\section*{Critical $dV/dt$ of a shorted cathode}

A thyristor surge protector on a telephone line must latch when the line exceeds its breakover voltage and must stay off for a fast edge that remains below it. The edge charges the blocking junction, and the charging current can forward-bias the cathode emitter as gate current would. Cathode shorts drain this current, and their layout fixes the largest rate of rise the device is certain to withstand.

\subsection*{Structure and premises}

The layers from cathode to anode are n$^+$ emitter, p-base, n-base and p anode, with junctions J3, J2 and J1 in that order. With the anode positive, J2 blocks. At a short the emitter is absent and the cathode metal touches the p-base. The cathode is at zero potential, $V(t)$ is the anode voltage, $\dot V=dV/dt>0$, and $u(x,y,t)$ is the p-base potential, which is also the local forward bias of J3. Currents and capacitances are per unit area, and $V_T=k_BT/q$.

\begin{enumerate}
\item The emitter and its metal are equipotential.
\item The neutral p-base under the emitter is a sheet of thickness $w$ and sheet resistance $\rho_s$, thin against all lateral dimensions.
\item The shorts are ideal, so $u=0$ on their edges, and the pattern is periodic.
\item J2 is a one-sided abrupt junction on an n-base of doping $N_D$ and carries the whole of $V$. The forward drops of J1 and J3, each below 1 V, are left out.
\item J2 starts without stored minority charge, and leakage and avalanche currents are negligible.
\item The base potential follows the current without delay. This premise is lifted later.
\end{enumerate}

\subsection*{Displacement current}

In the depletion approximation J2 holds the charge $Q=\sqrt{2q\varepsilon N_D(V_{bi}+V)}$ on each side. As $V$ rises, holes retreat from the p-side edge of the depletion layer into the neutral p-base at the rate
\begin{equation}
J=\frac{dQ}{dt}=C_j(V)\,\dot V,\qquad C_j=\frac{dQ}{dV}=\frac{C_0}{\sqrt{1+V/V_{bi}}},\qquad C_0=\sqrt{\frac{q\varepsilon N_D}{2V_{bi}}}.
\label{eq:J}
\end{equation}
$C_j$ is the differential capacitance, so no term in $V\,dC_j/dt$ is to be added. By premise 4, $J$ is uniform over the area. While J3 is off, the holes can leave only through the shorts.

\subsection*{Sheet equation}

Ohm's law gives the lateral current per unit width, $\mathbf K=-\nabla u/\rho_s$. With premise 6, charge conservation for an area element reads $\nabla\cdot\mathbf K=J$. Therefore
\begin{equation}
\nabla^2u=-\rho_sJ,\qquad u=\rho_sJ\,G(x,y),\qquad \nabla^2G=-1,
\label{eq:sheet}
\end{equation}
with $G=0$ on the shorts and zero normal derivative on the symmetry lines between cells. $G$ is an area that depends on the layout alone. Its largest value $G_m$ marks the point that turns on first.

\subsection*{Stripe shorts}

Let the emitter fill $0<x<s$, where $s$ is the clear distance between the edges of neighbouring shorts. By symmetry no current crosses $x=s/2$. The current per unit width flowing toward the short at $x=0$ is what enters between $x$ and $s/2$, so $du/dx=\rho_sJ(s/2-x)$. Integration from $u(0)=0$ gives
\begin{equation}
u(x)=\tfrac12\rho_sJ\,x(s-x),\qquad u_{\max}=u(s/2)=\frac{\rho_sJs^2}{8},\qquad G_m=\frac{s^2}{8}.
\label{eq:stripe}
\end{equation}

\subsection*{Dot shorts}

Each dot of radius $r_s$ drains one cell of the array. The cell is replaced by a circle of equal area, which gives $R=p\,(\sqrt3/2\pi)^{1/2}=0.525\,p$ for a hexagonal array of pitch $p$ and $R=p/\sqrt\pi=0.564\,p$ for a square one. No current crosses $r=R$. The inward current through the circle of radius $r$ is $I(r)=\pi J(R^2-r^2)$, and a ring of width $dr$ has resistance $\rho_s\,dr/2\pi r$, so
\begin{equation}
\frac{du}{dr}=\frac{\rho_sJ\,(R^2-r^2)}{2r},\qquad u(r)=\frac{\rho_sJ}{4}\left[2R^2\ln\frac{r}{r_s}-r^2+r_s^2\right].
\end{equation}
The slope is positive for $r<R$, so the maximum lies on the rim:
\begin{equation}
G_m=\frac14\left[2R^2\ln\frac{R}{r_s}-R^2+r_s^2\right]=\frac{R^2}{4}\left[\ln\frac1f-1+f\right],\qquad f=\frac{r_s^2}{R^2},
\label{eq:dot}
\end{equation}
where $f$ is the fraction of emitter area given up. For a thin ring, $R=r_s+d$ with $d\ll r_s$, Eq.~(\ref{eq:dot}) tends to $d^2/2$, the stripe result for $s=2d$. $G_m$ scales as $R^2$ at fixed $f$ and only logarithmically with $f$ when $f$ is small, so a finer pitch gains far more than larger dots.

\subsection*{Emitter turn-on voltage}

The threshold follows from the regenerative loop. At bias $u$ the emitter sends the electron current $J_0e^{u/V_T}$ across the p-base, with $J_0=qn_i^2D_n/(N_Aw)$ for a base of uniform doping $N_A$ and negligible recombination. These electrons are base current for the pnp transistor, which returns $\beta J_0e^{u/V_T}$ as holes into the p-base, $\beta$ being its common-emitter gain. Assigning the injection of the worst point to the whole cell overstates the feedback, and so does ignoring the holes lost into the emitter. With both simplifications,
\begin{equation}
\rho_sG_mJ=u-\rho_sG_m\beta J_0e^{u/V_T}.
\end{equation}
The right side rises, peaks and falls. At the peak $u^*$ its derivative vanishes, $\rho_sG_m\beta J_0e^{u^*/V_T}=V_T$, which is unit loop gain. No blocking solution exists for a left side above the peak value
\begin{equation}
V_{on}=u^*-V_T=V_T\left[\ln\frac{V_T}{\rho_sG_m\beta J_0}-1\right].
\label{eq:von}
\end{equation}
A factor of ten in $\beta J_0$ moves $V_{on}$ by 60 mV at 300 K, so $V_{on}$ is nearly a constant of the process.

\subsection*{Quasi-static critical rate}

Blocking is retained while $\rho_sG_mJ<V_{on}$, that is below the critical current density $J_c=V_{on}/\rho_sG_m$. On a linear ramp from $V_0$ the current of Eq.~(\ref{eq:J}) is largest at the start, where $C_j$ is largest. Hence
\begin{equation}
\dot V_{qs}=\frac{V_{on}}{\rho_sG_mC_j(V_0)},
\label{eq:qs}
\end{equation}
or explicitly
\begin{equation}
\dot V_{qs}^{\rm stripe}=\frac{8V_{on}}{\rho_sC_js^2},\qquad
\dot V_{qs}^{\rm dot}=\frac{4V_{on}}{\rho_sC_j\left[2R^2\ln(R/r_s)-R^2+r_s^2\right]}.
\end{equation}

\subsection*{Delay of the base potential}

To raise $u$, the current must also charge the depletion capacitance $C_e$ of J3, taken here as constant. Conservation becomes
\begin{equation}
C_e\frac{\partial u}{\partial t}=\frac{1}{\rho_s}\nabla^2u+J(t),\qquad u(t=0)=0.
\label{eq:diff}
\end{equation}
Let $g(x,y,\sigma)$ solve $\rho_sC_e\,\partial g/\partial\sigma=\nabla^2g$ with $g=1$ at $\sigma=0$ and the boundary conditions of $G$. Differentiation shows that
\begin{equation}
u(t)=\frac1{C_e}\int_0^tJ(t')\,g(t-t')\,dt'
\label{eq:duh}
\end{equation}
satisfies Eq.~(\ref{eq:diff}). Two properties of $g$ suffice. The maximum principle for the diffusion equation gives $0\le g\le1$. Integrating its equation over all $\sigma$ gives $\nabla^2\!\int g\,d\sigma=-\rho_sC_e$, so $\int_0^\infty g\,d\sigma=\rho_sC_eG\le\tau$, with
\begin{equation}
\tau=\rho_sC_eG_m .
\end{equation}
Put $h(t')=g(t-t')$ for $t'<t$ and zero later, so that $0\le h\le1$ and $\int_0^\infty h\,dt'\le\tau$. Since $J$ is positive or zero and never increases on the ramp or after it,
\begin{equation}
\int_0^\infty\!Jh\,dt'-\int_0^\tau\!J\,dt'=\int_\tau^\infty\!Jh\,dt'-\int_0^\tau\!J(1-h)\,dt'\le J(\tau)\left[\int_0^\infty\!h\,dt'-\tau\right]\le0 .
\end{equation}
For any layout, then, $C_eu$ never exceeds the charge delivered in the first interval $\tau$. For a ramp from zero that lasts longer than $\tau$,
\begin{equation}
u\le\frac{2C_0V_{bi}}{C_e}\left[\sqrt{1+\dot V\tau/V_{bi}}-1\right].
\end{equation}
Set the right side equal to $V_{on}$ and write $m=C_eV_{on}/2C_0V_{bi}$. Squaring gives $\dot V\tau/V_{bi}=2m+m^2$, and $2mV_{bi}/\tau$ equals $\dot V_{qs}$, so
\begin{equation}
\dot V_{safe}=\dot V_{qs}\left[1+\frac{C_eV_{on}}{4C_0V_{bi}}\right].
\label{eq:safe}
\end{equation}
For a start at $V_0$, replace $C_0$ by $C_j(V_0)$ and $V_{bi}$ by $V_{bi}+V_0$. Equation~(\ref{eq:qs}) is thus a lower bound on the critical rate within the sheet model, close only when $C_j$ changes little during $\tau$.

Equation~(\ref{eq:safe}) is itself a lower bound. At a stripe centre, separation of variables gives $g=\frac4\pi\sum_{k\ge0}\frac{(-1)^k}{2k+1}e^{-(2k+1)^2\sigma/\tau_1}$ with $\tau_1=\rho_sC_es^2/\pi^2=8\tau/\pi^2$. The current obeys $J<K/\sqrt t$ with $K=C_0\sqrt{V_{bi}\dot V}$, and Eq.~(\ref{eq:duh}) with this majorant yields
\begin{equation}
u<K\sqrt{\frac{\rho_sG_m}{C_e}}\;\frac{8\sqrt8}{\pi^2}\sum_{k\ge0}\frac{(-1)^kD\big((2k+1)\eta\big)}{(2k+1)^2},\qquad \eta=\sqrt{t/\tau_1},
\end{equation}
with the Dawson function $D(\xi)=e^{-\xi^2}\int_0^\xi e^{\zeta^2}d\zeta$. The factor after the root peaks at 1.20 near $\eta=0.95$, where the layout-independent argument would put 2. Stripes therefore block at least up to $\dot V_{qs}\,C_eV_{on}/(1.44\,C_0V_{bi})$.

\subsection*{Range of validity}

\emph{Anode injection.} The electrons displaced in the n-base are neutralised by holes from J1. For unit injection efficiency and with J3 off, charge control gives $dQ_p/dt=J-Q_p/\tau_p\le J$, so the stored charge stays below $Q(V_{\max})$, and the hole current collected by J2 is at most about $Q(V_{\max})/\tau_t$, with $\tau_t=W_n^2/2D_p$ for a neutral width $W_n$. This must be small against $J_c$. The same delay makes Eq.~(\ref{eq:von}) cautious, because the loop closes only after a time of order $\tau_t$ and a nanosecond excursion to $V_{on}$ does not latch the device.

\emph{Finite base thickness.} Current must bend up into the contact. For a uniform film with a contact on one face over $x<0$, the map $\theta=e^{\pi(x+iy)/w}$ sends the film to a half-plane and the contact to $0<\theta<1$. The potential is proportional to $\mathrm{Re}\,\mathrm{arccosh}(2\theta-1)\to\pi x/w+\ln4$ for $x\gg w$, an added length $\delta=(2\ln2/\pi)w=0.44\,w$. For a dot with $r_s\gg w$ the whole current $I(r_s)$ crosses it, which adds $\delta(R^2-r_s^2)/2r_s$ to $G_m$. This is an estimate for an emitter shallow against $w$. Contact resistance adds in the same, unsafe, direction.

\emph{Cell shape.} The true worst point is a cell corner. For small dots the periodic solution is $G=(R^2/2)\left[\ln|\vartheta_1(\pi z|\omega)|-\pi(\mathrm{Im}\,z)^2/\mathrm{Im}\,\omega\right]+\text{const}$, with $z=(x+iy)/p$, lattice periods 1 and $\omega$, and the Jacobi function $\vartheta_1$ of nome $e^{i\pi\omega}$. Its corner value exceeds Eq.~(\ref{eq:dot}) by $0.013R^2$ for the hexagonal and $0.054R^2$ for the square array. Chip edges, where J2 extends beyond the last row of shorts, need their own $G_m$.

\emph{Junction models.} A graded J2 has a smaller $C_0$ than the abrupt form with the same $N_D$. J1 and J3 take up part of the first volts of the ramp and lower the initial current. $C_e$ grows under forward bias. The proof covers only a constant $C_e$, and its zero-bias value gives the lowest $\dot V_{safe}$.

\emph{Temperature.} With $J_0\propto T^3e^{-E_g/k_BT}$, the bias at fixed current drifts as $(u^*-E_g/q)/T-3k_B/q+q^{-1}dE_g/dT$. The sheet resistance of a moderately doped base rises with temperature as the hole mobility falls, so the hot corner sets the rating.

\emph{Excluded cases.} The result does not cover a ramp applied soon after conduction, where stored charge adds to $J$, or one that reaches avalanche. There the collected current, multiplied or recovered, is what must be compared with $J_c$, and it is usually not uniform.

\subsection*{Illustration: a 300 V class silicon protector}

The static dielectric constant of Si is 11.7 at 300 K (compiled value, Ioffe Institute) and the gap is 1.12 eV at 300 K (compiled value, Wing 2021). The remaining inputs are illustrative or typical: $n_i\approx10^{10}$ cm$^{-3}$, $N_D=10^{15}$ cm$^{-3}$, $N_A=10^{17}$ cm$^{-3}$, $w=10$ $\mu$m, $\rho_s=200$ $\Omega$/sq (which implies a hole mobility of 312 cm$^2$/V\,s, a typical size at this doping), $D_n\approx20$ and $D_p\approx12$ cm$^2$/s, $\beta\approx1$, a built-in voltage of about 0.95 V for J3, area 0.02 cm$^2$, and hexagonal dots with $p=300$ $\mu$m and $r_s=40$ $\mu$m.

\emph{Junctions.} $V_{bi}=V_T\ln(N_AN_D/n_i^2)=0.714$ V, $C_0=10.8$ nF/cm$^2$, and the same formula with $N_A$ and 0.95 V gives $C_e=93.5$ nF/cm$^2$. With J1 equal to J2 and in series with it, and J3 bypassed by the shorts, the zero-bias terminal capacitance is 108 pF.

\emph{Layout.} $R=157.5$ $\mu$m, $f=6.4\,\%$, $G_m=1.12\times10^{-4}$ cm$^2$ and $\rho_sG_m=0.0224$ $\Omega$\,cm$^2$. Stripes reach the same $G_m$ at $s=299$ $\mu$m, and at the same 80 $\mu$m feature size they cost 21\,\% of the area.

\emph{Threshold.} $J_0=3.2\times10^{-12}$ A/cm$^2$, $u^*=0.69$ V and $V_{on}=0.66$ V, so $J_c=29$ A/cm$^2$, or 0.59 A over the chip.

\emph{Ramp from zero.} Equation~(\ref{eq:qs}) gives $\dot V_{qs}=2.7$ kV/$\mu$s. The delay is $\tau=2.1$ ns, in which such a ramp climbs 5.7 V and $C_j$ falls by a factor 3.0, so premise 6 fails. The bracket of Eq.~(\ref{eq:safe}) is 3.0 and $\dot V_{safe}=8$ kV/$\mu$s. For the equivalent stripes the sharper bound raises the factor to 5.6.

\emph{Ramp from a line voltage of about 50 V of the same polarity.} $C_j=1.28$ nF/cm$^2$ and $\dot V_{qs}=23$ kV/$\mu$s. Such a ramp climbs 48 V during $\tau$ and $C_j$ falls by a factor 1.4, so premise 6 fails here too. The layout-independent bound of Eq.~(\ref{eq:safe}) certifies only a factor 1.2. Equation~(\ref{eq:duh}) evaluated directly for the equivalent stripes puts the peak of $u$ at $V_{on}$ only for 44 kV/$\mu$s, 3.1 ns into the ramp and at 186 V, so there the quasi-static formula still lies a factor 1.9 below the sheet model.

\emph{Neglected terms.} At $V_{\max}=250$ V the depletion width is 18 $\mu$m and $Q=0.29$ $\mu$C/cm$^2$, which removes 0.18 $\mu$m from the p-base. For $W_n=150$ $\mu$m, $\tau_t=9.4$ $\mu$s, against a ramp time of 31 ns at 8 kV/$\mu$s, and the collected hole current is at most about 0.03 A/cm$^2$, negligible beside $J_c$. The film correction, $\delta=4.4$ $\mu$m, adds 11\,\% to $G_m$ and the cell corner 3\,\%, which lowers the two rates from zero to 2.4 and 7 kV/$\mu$s. With $dE_g/dT\approx-0.27$ meV/K (typical), the drift is $-2.0$ mV/K, and at 358 K (85\,$^\circ$C) $V_{on}$ has lost about 0.12 V, or 18\,\%.

These rates are the model's. Protectors of this class typically show around 100 pF at zero bias and carry minimum ratings of a few kV/$\mu$s. Doping, area and pitch were chosen to land in that range, so the numbers illustrate the scaling and do not test it. The model certifies 7 kV/$\mu$s from zero bias at 300 K as a rate below which its emitter stays off, and the rate at which it would actually latch lies higher.